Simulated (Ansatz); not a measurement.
## Al: pressure and energy above lowest point against volume scale

Free energy against uniform scaling of the volume at fixed shape and fractions; periodic cell, basis, potentials, k mesh and filling as listed. The results are calculated, by Ansatz 0.2.0.

The cell before it is scaled or strained (space group Fm-3m, No. 225):
```
CELL_PARAMETERS angstrom
0.00000 2.02480 2.02480
2.02480 0.00000 2.02480
2.02480 2.02480 0.00000
ATOMIC_POSITIONS crystal
Al 0.00000 0.00000 0.00000
```

Settings of every row: functional PBE; dispersion D3(BJ); potentials PAW; wave cutoff 260 eV; density cutoff 1040 eV; k mesh 12x12x12; k shift 0x0x0; occupations cold; smearing width 0.3 eV; spin none; xc grid level 1.

Limits: coarse k mesh, up to 40 meV an atom off; cutoff under the advised one; wide smearing.

```csv
row,volume scale,V (Å³/atom),pressure (GPa),energy above lowest point (meV/atom)
1,0.9,14.942,7.65,26.7
2,0.925,15.357,4.62,11.3
3,0.95,15.772,?,?
4,0.975,16.188,-0.16,0
5,1,16.603,-2.2,4.6
6,1.025,17.018,-3.96,11.8
7,1.05,17.433,-5.57,23.5
8,1.075,17.848,-7.02,39.9
9,1.1,18.263,-8.14,60.1
```

Question: what pressure and energy above lowest point should row 3 give?

Worked fit of pressure. Take u = (V_r/V)^(2/3) − 1 with V_r = 16.811 Å³ an atom, which is twice the finite (Eulerian) strain; such expansions in the strain, on which the Birch-Murnaghan equation of state is built, carry the rest volume and the bulk modulus. The shown rows have u = 0.08174, 0.06216, 0.0255, 0.00833, -0.00813, -0.02393, -0.03912, -0.05373. Least squares give pressure = −3.132 + 108.66 × u + 277.8 × u² GPa; a straight line predicts inner rows, each left out in turn, worse (root mean square 0.42 against 0.063 GPa). The rows lie off it by 0.04, -0.08, 0.02, 0.01, 0.04, 0.00, -0.06, 0.03 (root mean square 0.043 GPa). The withheld row has u = 0.04345, so the fit gives −3.132 + 108.66 × (0.04345) + 277.8 × (0.04345)² = 2.11 GPa.

The calculation gave 2.09 GPa. The fit lies 0.02 GPa (0.13 % of the column's range) above it; its largest miss of a shown row is 0.08 GPa.

Worked fit of energy above lowest point. Take u = (V_r/V)^(2/3) − 1 with V_r = 16.811 Å³ an atom, which is twice the finite (Eulerian) strain; such expansions in the strain, on which the Birch-Murnaghan equation of state is built, carry the rest volume and the bulk modulus. The shown rows have u = 0.08174, 0.06216, 0.0255, 0.00833, -0.00813, -0.02393, -0.03912, -0.05373. Least squares give energy above lowest point = 7.18 − 493.9 × u + 8980 × u² meV/atom; a straight line predicts inner rows, each left out in turn, worse (root mean square 14 against 0.7 meV/atom). The rows lie off it by -0.1, 0.1, -0.4, 0.9, 0.0, -0.6, -0.3, 0.5 (root mean square 0.46 meV/atom). The withheld row has u = 0.04345, so the fit gives 7.18 − 493.9 × (0.04345) + 8980 × (0.04345)² = 2.7 meV/atom.

The calculation gave 2.4 meV/atom. The fit lies 0.3 meV/atom (13 % of the value, 0.5 % of the column's range) above it; its largest miss of a shown row is 0.9 meV/atom.
